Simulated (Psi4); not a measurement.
# How methods differ on C2H5ClMg (SMILES C[CH2][Mg][Cl])

C2H5ClMg has 9 atoms, charge 0, and is taken as a singlet. SMILES: `C[CH2][Mg][Cl]`. Geometry: optimised at PBE0/def2-TZVP.

Each level gives the HOMO–LUMO gap (eV). The values are calculated.

```csv
level,kind,program,value (eV),CPU time
PBE-D4/def2-TZVPP (density fitting),GGA,Psi4,4.10,80 s
r2SCAN-D4/def2-TZVPP (density fitting),meta-GGA,Psi4,4.66,4.8 min
B3LYP-D4/def2-TZVPP (density fitting),global hybrid,Psi4,5.48,70 s
PBE0-D4/def2-TZVPP (density fitting),global hybrid,Psi4,5.92,73 s
wB97M-V/def2-TZVPP (density fitting),range-separated hybrid,Psi4,9.41,4.7 min
```

The values span 4.10 to 9.41 eV. Orbital gaps aren't excitation energies; they tend to grow with the share of exact exchange. CPU times are rough (shared hosts, several kinds of processor): they show what a rung costs within a factor of a few.

The largest step in the series is not between the semilocal functionals and the global hybrids but from PBE0 at 5.92 eV to wB97M-V at 9.41 eV, probably because full exact exchange at long range brings the orbital gap closer to the difference between ionisation energy and electron affinity. Exact exchange is not the only influence, since r2SCAN already lies above PBE without containing any.

Chemically, the frontier levels probably reflect the polar Mg–C bond. Carbon is less electronegative than chlorine, so the carbanion-like bonding pair should lie above the chlorine lone pairs, while the lowest empty orbital is expected to have mainly magnesium 3s and 3p character. This picture fits the nucleophilic carbon and Lewis-acidic metal of a Grignard reagent, but the gaps alone can't confirm the orbital assignment or rank reactivity. Nor do they describe the reagent in ether, where donor coordination to magnesium and aggregation would alter both frontier levels.
